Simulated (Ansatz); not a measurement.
## Abstraction of H: SbH2(CH3) + SnH(CH3)(SiH3) → SbH(CH3) + SnH2(CH3)(SiH3)

Species: SbH2(CH3), singlet; SnH(CH3)(SiH3), doublet; SbH(CH3), doublet; SnH2(CH3)(SiH3), singlet. A radical takes H: the energy is the difference in strength between the Sb–H bond broken and the Sn–H bond made.

Shapes, held fixed at every level: PBE0-D4/def2-TZVP. Programs: Ansatz 0.2.0. The zero-point and thermal change to 298 K, harmonic and unscaled (PBE0-D4/def2-TZVP), is -0.8 kJ/mol.

| level | kind | ΔH(298 K) (kJ/mol) | less CCSD(T)/def2-TZVPP |
| --- | --- | --- | --- |
| PBE-D4/def2-TZVPP | GGA | -23.3 | +11.5 |
| r2SCAN-D4/def2-TZVPP | meta-GGA | -28.2 | +6.6 |
| PBE0-D4/def2-TZVPP | global hybrid | -29.5 | +5.3 |
| wB97M-V/def2-TZVPP | range-separated hybrid | -34.6 | +0.2 |
| wB97X-V/def2-TZVPP | range-separated hybrid | -36.3 | -1.5 |
| MP2/def2-TZVPP | perturbation theory | -35.2 | -0.4 |
| CCSD/def2-SVP | coupled cluster or CI | -38.1 | -3.3 |
| CCSD(T)/def2-TZVPP | coupled cluster or CI | -34.8 | 0.0 |

The highest level, CCSD(T)/def2-TZVPP, gives ΔH(298 K) = -34.8 kJ/mol; the levels span -38.1 to -23.3. The column of differences is taken from that level and isn't an error. No measured value is set beside it here. Open shells run unrestricted unless RO is named. For atoms past krypton def2 sets carry core potentials with scalar relativity. Correlated rows may include outer-core shells of Sb, Sn, which these sets cover unevenly.

Hydrogen transfer from antimony to tin is exothermic at every level, with CCSD(T) giving -34.8 kJ/mol, so the Sn–H bond formed is stronger than the Sb–H bond broken. The thermal term is only -0.8 kJ/mol, as expected when one heavy-atom hydride bond replaces another, and the preference is therefore essentially electronic.

The likely origin is the different use of the valence shell. Antimony keeps a largely 5s lone pair and binds hydrogen mainly through 5p orbitals, leaving a p-type radical when the bond breaks. Tin(IV) has no such lone pair and brings more 5s character into its bond to hydrogen, which favours stronger overlap.

PBE gives the weakest driving force, and both range-separated hybrids lie close to CCSD(T), probably because exchange and correlation are balanced differently between the two radical centres. The sign of the reaction enthalpy is thus secure across these methods, but it doesn't establish how fast the transfer would be, since that depends on the barrier.
